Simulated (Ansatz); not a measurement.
**Redistribution: C2Cl3F3 + C4H9F → C2Cl2F4 + C4H9Cl**

Species: C2Cl3F3 `FC(F)(Cl)C(F)(Cl)Cl`, singlet; C4H9F `CC(C)CF`, singlet; C2Cl2F4 (dichlorotetrafluoroethane) `FC(F)(Cl)C(F)(F)Cl`, singlet; C4H9Cl (1-chloro-2-methylpropane) `CC(C)CCl`, singlet. The partners trade Cl for F; both sit on C, so the bond types are kept.

Shapes, held fixed at every level: PBE0-D4/def2-TZVP. Flexible molecules stand in one conformer, not always the lowest. Programs: Ansatz 0.2.0. The zero-point and thermal change to 298 K, harmonic and unscaled (PBE0-D4/def2-TZVP), is +0.4 kJ/mol.

```tsv
level	kind	ΔH(298 K) (kJ/mol)	less CCSD(T)/CBS estimate
HF/def2-TZVPP	Hartree–Fock	-54.4	-12.8
BHLYP-D4/def2-TZVPP	global hybrid	-45.1	-3.5
r2SCAN0-D4/def2-TZVPP	global hybrid	-48.2	-6.6
wB97M-V/def2-TZVPP	range-separated hybrid	-43.2	-1.6
B2PLYP/def2-TZVPP	double hybrid	-43.2	-1.6
CCSD/def2-SVP	coupled cluster or CI	-45.4	-3.8
CCSD(T)/def2-TZVPP	coupled cluster or CI	-44.2	-2.6
CCSD(T)/CBS estimate	coupled cluster or CI	-41.6	0.0
```

The highest level, CCSD(T)/CBS estimate, gives ΔH(298 K) = -41.6 kJ/mol; the levels span -54.4 to -41.6. The column of differences is taken from that level and isn't an error. No measured value is set beside it here. The CBS estimate extrapolates MP2 from def2-TZVPP and def2-QZVPP and adds CCSD(T) − MP2 in the triple-zeta set, cores frozen.

Moving fluorine from the primary alkyl carbon to the chlorofluorocarbon is exothermic at every level, and the small thermal term shows that the preference is electronic. The fluorine arrives at a carbon that already carries fluorine and chlorine, where geminal stabilisation is strong: lone-pair donation into neighbouring carbon–halogen σ* orbitals, together with attraction between the fluorines and an increasingly positive carbon. Isobutyl fluoride has no such partner on its C–F carbon, so little is lost there. Relief of crowding between chlorines probably helps.

Hartree–Fock exaggerates the exothermicity most, which suggests that electron correlation favours the reactant side, plausibly through attraction among the polarisable chlorines gathered in C2Cl3F3. Enlarging the basis in CCSD(T) lowers the exothermicity from -44.2 to -41.6 kJ/mol, a shift larger than the remaining offset of wB97M-V or B2PLYP. Their closeness to the extrapolated value may therefore owe something to compensation between basis and method, and doesn't establish them as more accurate than CCSD(T) in the triple-zeta basis. The exothermicity says nothing about the barrier to exchange.
